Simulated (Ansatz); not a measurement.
**Group exchange: C2H6O2Zn + CH7GeN → CH4O2Zn + C2H9GeN**

Species: C2H6O2Zn `C[O][Zn][O]C`, singlet; CH7GeN `C[NH][GeH3]`, singlet; CH4O2Zn `C[O][Zn][OH]`, singlet; C2H9GeN `C[N](C)[GeH3]`, singlet. The partners trade CH3 for H: O–CH3 and N–H bonds give way to O–H and N–CH3.

Shapes, held fixed at every level: PBE0-D4/def2-TZVP. Programs: Ansatz 0.2.0. The zero-point and thermal change to 298 K, harmonic and unscaled (PBE0-D4/def2-TZVP), is -2.4 kJ/mol.

```json
{"level": "SPW92/def2-TZVPP", "kind": "LDA", "ΔH(298 K) (kJ/mol)": "-47.2"}
{"level": "r2SCAN-D4/def2-TZVPP", "kind": "meta-GGA", "ΔH(298 K) (kJ/mol)": "-39.3"}
{"level": "BHLYP-D4/def2-TZVPP", "kind": "global hybrid", "ΔH(298 K) (kJ/mol)": "-36.4"}
{"level": "PBE0-D4/def2-TZVPP", "kind": "global hybrid", "ΔH(298 K) (kJ/mol)": "-40.7"}
{"level": "r2SCAN0-D4/def2-TZVPP", "kind": "global hybrid", "ΔH(298 K) (kJ/mol)": "-40.0"}
{"level": "wB97X-V/def2-TZVPP", "kind": "range-separated hybrid", "ΔH(298 K) (kJ/mol)": "-38.6"}
{"level": "wB97M-V/def2-TZVPP", "kind": "range-separated hybrid", "ΔH(298 K) (kJ/mol)": "-40.8"}
```

wB97M-V/def2-TZVPP gives ΔH(298 K) = -40.8 kJ/mol; the levels span -47.2 to -36.4. The median of the levels is -40.0. No measured value is set beside it here. Relativity is left out for Ge, Zn.

Moving methyl from oxygen to nitrogen and hydrogen the other way is clearly exothermic at every level, and the thermal term of -2.4 kJ/mol is too small to be the source, so the preference is electronic. Zn–O and Ge–N bonds persist on both sides, leaving the metal centres largely as spectators. The driving force is probably the greater gain hydrogen makes over methyl on going from nitrogen to the more electronegative oxygen: the strong, polar O–H bond outweighs the less favourable exchange of O–C for N–C. The same preference is familiar from methanol and methylamine going to water and dimethylamine.

The local-density value, -47.2 kJ/mol, stands apart, perhaps because its overbinding cancels incompletely between X–H and X–C bonds. r2SCAN and r2SCAN0 nearly coincide, which suggests little sensitivity to exact exchange. The result concerns isolated monomers and need not carry over to condensed phases, where zinc alkoxides and hydroxides aggregate through bridging oxygen.
